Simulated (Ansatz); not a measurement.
# Exchange couplings and ordering temperature of ferromagnetic RbMnSe2 (I-4m2) against the Hubbard U in LDA+U

Spin filters and magnetic tunnel junctions that work without cooling need a ferromagnet whose order survives well above room temperature. For a manganese selenide, a computed ordering temperature can depend strongly on the Hubbard U placed on the Mn d shell. This section follows that dependence for RbMnSe2 at fixed atoms, with U between 0 and 5.2 eV in LDA. The couplings J come from rigid rotations of the moments in the ferromagnetic state, and positive J favours parallel spins. The runs are compared with one another, not with a measured Curie temperature, so they show the sensitivity to U and not which U is right.

## How the numbers were made

One crystal, RbMnSe2 (I-4m2), in a magnetic cell of 4 atom(s), 1 counted as magnetic (Mn), from cells of the Materials Project database (relaxed there by DFT); atoms are fixed. Ansatz 0.2.0, plane waves with its default PAW datasets, cutoff 420 eV, collinear spins without spin-orbit coupling, Fermi-Dirac smearing of 0.02 eV. The k mesh is 10×10×10 and the sums for the couplings run over 10×10×10. Functional: LDA. Every run keeps the ferromagnetic pattern of signs of the first run, the one at U = 4 eV. The couplings come from the magnetic force theorem at rigid moments: each moment turns with its exchange field frozen. Runs that did not converge or carry a known fault are not listed. The same in all rows: net spin moment of the cell per magnetic atom: 4.00 μB.

Notes on method and selection:

- J is defined by E = -sum over ordered pairs (each pair twice) of J e_i.e_j with unit vectors e, a classical Heisenberg model without biquadratic or multi-spin terms, so J > 0 favours parallel moments and the moment's size is inside J.
- All temperatures are for classical unit spins; for spin S a quantum mean-field treatment is higher by (S+1)/S. Mean field neglects fluctuations and lies above the Tyablikov (random-phase) and Monte Carlo values.
- The ferromagnetic order is the lowest of a few collinear starts at U = 4 eV, was not ranked anew at the other U values and need not be the true ground state; spin-orbit coupling is left out.
- U values of this size are meant for oxides; on sulphides, selenides, tellurides and metals they can be too large and impose a moment that the real crystal lacks.
- Couplings at rigid moments can miss in size and sometimes in sign.
- The mean-field temperature is left blank where it belongs to another wavevector than in the first run.
- Ansatz's own search for a lower self-consistent state was switched off in these runs, so a run may rest in a state that is not the lowest for its pattern of moments.
- The shells shown are the strongest of the first run whose pairs agree within a shell.
- For crystals with 4f or 5f elements only couplings at constrained moments are used, since rigid ones can be several times too large.
- Runs that did not converge, have known faults or may not be shown are not listed, and runs on Ansatz's PAW sets soft_1 and soft_2 are kept to separate tables.

Columns:

- U (eV): effective Hubbard U (Dudarev, U - J) on the d shell of Mn.
- moment (μB): largest spin moment inside an atomic sphere.
- gap on mesh (eV): band gap on the run's k mesh by the count of bands (negative: bands overlap, a metal).
- Tyablikov T (K): Tyablikov (random-phase) ordering temperature from the same couplings.
- J at 4.04 Å (meV): mean J of the Mn–Mn pairs that lie 4.04 Å apart in the first cell (4 such neighbours an atom).
- J at 7.62 Å (meV): mean J of the Mn–Mn pairs that lie 7.62 Å apart in the first cell (8 such neighbours an atom).
- mean-field T (K): mean-field ordering temperature, 2/(3 kB) times the largest J(q) over wavevectors and sublattice modes.

## Computed values

```
member   U (eV)  moment (μB)  gap on mesh (eV)  Tyablikov T (K)  J at 4.04 Å (meV)  J at 7.62 Å (meV)  mean-field T (K)  remark
+0 eV    0.0     3.56         −1.62             54               −0.91              1.571              81                sums not fully converged in the empty bands
+1.6 eV  1.6     ?            −1.81             ?                ?                  ?                  ?
+2.8 eV  2.8     3.99         −1.87             391              10.28              1.461              529
+4 eV    4.0     4.10         −1.77             380              10.49              1.322              523
+5.2 eV  5.2     4.19         −1.69             351              10.15              1.173              492
```

Cells marked ? are withheld until the estimate has been made.

Least-squares fits to the members shown, with x = U (eV); R² and errors in the fitted variable (y, or ln y where the fit is in ln y):

```
y                  members  fit                    R²    rms residual  leave-one-out rms  the same for the mean of the others
J at 4.04 Å (meV)  4        y = 0.7497 + 2.251 x   0.80  2.2           6.7                6.5 (fit no better)
J at 7.62 Å (meV)  4        y = 1.604 − 0.07410 x  0.92  0.043         0.13               0.20
```

## Interpretation

The coupling at 4.04 Å changes sign between the run without U and that at 2.8 eV, rising by 10.28 − (−0.91) = 11.19 meV. Over the three runs from 2.8 to 5.2 eV it stays within 10.49 − 10.15 = 0.34 meV. A straight line in U describes this step and plateau poorly and predicts left-out members no better than their mean. The coupling at 7.62 Å instead falls at each step, on average by (1.571 − 1.173) / 5.2 = 0.077 meV per eV of U.

The large rise in ordering temperature follows the nearer shell. Without U, its four neighbours contribute 4 × (−0.91) = −3.6 meV to the exchange sum, against 8 × 1.571 = +12.6 meV from the farther shell, which therefore holds the ferromagnetic order. At 2.8 eV the contributions are 4 × 10.28 = 41.1 meV and 8 × 1.461 = 11.7 meV, and the Tyablikov temperature is 391 K instead of 54 K. It then declines to 351 K at 5.2 eV.

A likely mechanism is competition between antiferromagnetic superexchange, which scales roughly as $-t^2/U_{\mathrm{eff}}$ with hopping $t$ and the total cost $U_{\mathrm{eff}}$ of moving a d electron, and ferromagnetic exchange carried by holes in mixed Se p and Mn d bands. Adding U weakens the first term most where $U_{\mathrm{eff}}$ is small. At larger U the d levels move away from the Se p states, which also weakens the hole-mediated part and would explain the slow decline. The moments fit this picture: at 5.2 eV the Mn sphere holds 4.19 μB while the cell holds 4.00 μB, leaving 4.00 − 4.19 = −0.19 μB outside the sphere, as expected for holes on Se polarised against Mn.

Room temperature lies between the results with and without U, so the choice of U decides the verdict for a device. Values suited to oxides may be too large for this selenide, while the run without U has exchange sums not fully converged in the empty bands.

## Prediction

Plain estimates from the members shown:

- +1.6 eV, fit at x = 1.6: 4.35 meV
- +1.6 eV, straight-line interpolation between +0 eV and +2.8 eV: w = (1.6 − 0.0) / (2.8 − 0.0) = 0.571, so −0.91 + 0.571 × (10.28 − (−0.91)) = 5.48 meV

The withheld coupling lies between the steep rise and the plateau. Straight-line interpolation gives 5.48 meV but ignores the flattening, which should make it too low. The same construction between 0 and 4 eV gives −0.91 + (2.8 / 4.0) × (10.49 − (−0.91)) = 7.07 meV at 2.8 eV, where the computed value is 10.28 meV.

The route chosen is the cubic through all four shown couplings, which includes the curvature. Its Lagrange weights at U = 1.6 eV have the sizes (1.2 × 2.4 × 3.6) / (2.8 × 4.0 × 5.2) = 0.178, (1.6 × 2.4 × 3.6) / (2.8 × 1.2 × 2.4) = 1.714, (1.6 × 1.2 × 3.6) / (4.0 × 1.2 × 1.2) = 1.200 and (1.6 × 1.2 × 2.4) / (5.2 × 2.4 × 1.2) = 0.308, the third being negative. They give

0.178 × (−0.91) + 1.714 × 10.28 − 1.200 × 10.49 + 0.308 × 10.15 = 8.0 meV.

The band overlap supports a value above the straight line: at 1.6 eV it has covered (1.81 − 1.62) / (1.87 − 1.62) = 0.76 of its change between 0 and 2.8 eV, against 0.571 for a linear course. This supports only the direction of the shift, and no further correction is added.

A cubic through four points leaves none for a test, so the error is taken from parabolas through three points. Leaving out the members at 2.8, 4 and 5.2 eV in turn gives misses of 1.2, 0.8 and 2.2 meV, with a root mean square of 1.5 meV. The run without U is kept throughout, because the three plateau members alone cannot foretell the drop towards U = 0; the error therefore assumes a smooth course between that run and the plateau. The main risk is an abrupt change of electronic state: the number of filled bands varies between k points in every run with U, whereas the run without U gave no such warning.

**Committed estimate, +1.6 eV: J at 4.04 Å = 8.0 ± 1.5 meV.**

## The withheld result

```
member   U (eV)  moment (μB)  gap on mesh (eV)  Tyablikov T (K)  J at 4.04 Å (meV)  J at 7.62 Å (meV)  mean-field T (K)
+1.6 eV  1.6     3.84         −1.81             358              8.53               1.549              472
```

```
member   estimate       J at 4.04 Å (meV)  computed  estimate − computed  miss in error bars
+1.6 eV  committed      8.00               8.53      −0.53                0.4
+1.6 eV  fit            4.35               8.53      −4.18
+1.6 eV  interpolation  5.48               8.53      −3.05
```

The estimate of 8.0 ± 1.5 meV lies inside its error bar: the computed coupling at 4.04 Å is 8.53 meV, a miss of 0.53 meV. Linear interpolation was 3.05 meV too low and the straight-line fit 4.18 meV too low. The argument from curvature held, though the cubic still understated how early the rise comes. The warning about band filling was a weak reason to fear an abrupt change of state, since the negative gap marks the run without U as a metal too.

The result weakens the account based on superexchange alone. The coupling rises by 8.53 − (−0.91) = 9.44 meV up to U = 1.6 eV and by only 10.28 − 8.53 = 1.75 meV from there to 2.8 eV. For a single term $-A/(U+\Delta)$, with constant $A$ and with $\Delta$ the cost of moving a d electron at U = 0, this requires 9.44 / 1.75 = (1.6 / 1.2) × (2.8 + Δ) / Δ, or Δ = 0.9 eV. That is small beside a Mn d exchange splitting of roughly several eV. A ferromagnetic part that first grows as U shifts majority-spin holes from Mn towards Se could supply the rest, but this remains a conjecture.

## Members off the line

Least-squares fits to the whole series, with x = U (eV); R² and errors in the fitted variable (y, or ln y where the fit is in ln y):

```
y                  members  fit                    R²    rms residual  leave-one-out rms  the same for the mean of the others
J at 4.04 Å (meV)  5        y = 2.359 + 1.966 x    0.67  2.5           5.4                5.5 (fit hardly better)
J at 7.62 Å (meV)  5        y = 1.629 − 0.07842 x  0.91  0.046         0.098              0.19
```

Largest departures from the fit to the whole series:

```
member   J at 4.04 Å (meV)  fit    computed − fit  in rms residuals
+0 eV    −0.91              2.36   −3.27           1.3
+1.6 eV  8.53               5.50   +3.03           1.2
+5.2 eV  10.15              12.58  −2.43           1.0
+2.8 eV  10.28              7.86   +2.42           1.0
```

The run without U stands apart. Its coupling at 4.04 Å is 9.44 meV below the next lowest, whereas the other four lie within 10.49 − 8.53 = 1.96 meV of one another. Its exchange sums are not fully converged in the empty bands, but that error is far too small to explain the gap. The likelier reason is electronic: without U the Mn moment is only 3.56 μB and the occupied d states probably lie closer to the Fermi level, which would favour antiferromagnetic superexchange and leave fewer holes on Se to carry the ferromagnetic part. A self-consistent state that is not the lowest also remains possible, because the search for a lower one was switched off.

The other large departures come from forcing a straight line through a step and a plateau. The runs at 1.6 and 2.8 eV lie above the line by 3.03 and 2.42 meV, and the run at 5.2 eV lies 2.43 meV below it. These three need no separate causes.

## Closing remarks

From U = 1.6 to 5.2 eV the Tyablikov temperature stays between 351 and 391 K, or from 351 − 273 = 78 °C to 391 − 273 = 118 °C, whereas without U it is 54 K. Within that range, interpolating the 4.04 Å coupling between neighbouring runs misses the member at 2.8 eV by 10.28 − (8.53 + 10.49) / 2 = 0.77 meV and the one at 4 eV by 10.49 − (10.28 + 10.15) / 2 = 0.275 meV. Below 1.6 eV no such accuracy can be claimed.

The nearest shell dominates the rise in ordering temperature but does not account for all of it. Between 0 and 1.6 eV the exchange sum, $\tfrac{3}{2}k_{\mathrm B}T$ in mean field, grows by 1.5 × 0.08617 × (472 − 81) = 50.5 meV, of which this shell gives 4 × 9.44 = 37.8 meV.

Two approximations matter more than the 40 K spread on the plateau. Quantum spins with S = 2 would raise the mean-field temperature by a factor of 3/2, from 523 to roughly 780 K at 4 eV. Couplings at constrained moments, computed for one of the U values, also give clearly higher temperatures than the rigid ones used here.

[Logs are printed without paths, hosts, clocks, repeated set-up lines and the standing remarks that a program may print on its own settings, such as how far it seeks lower states.]
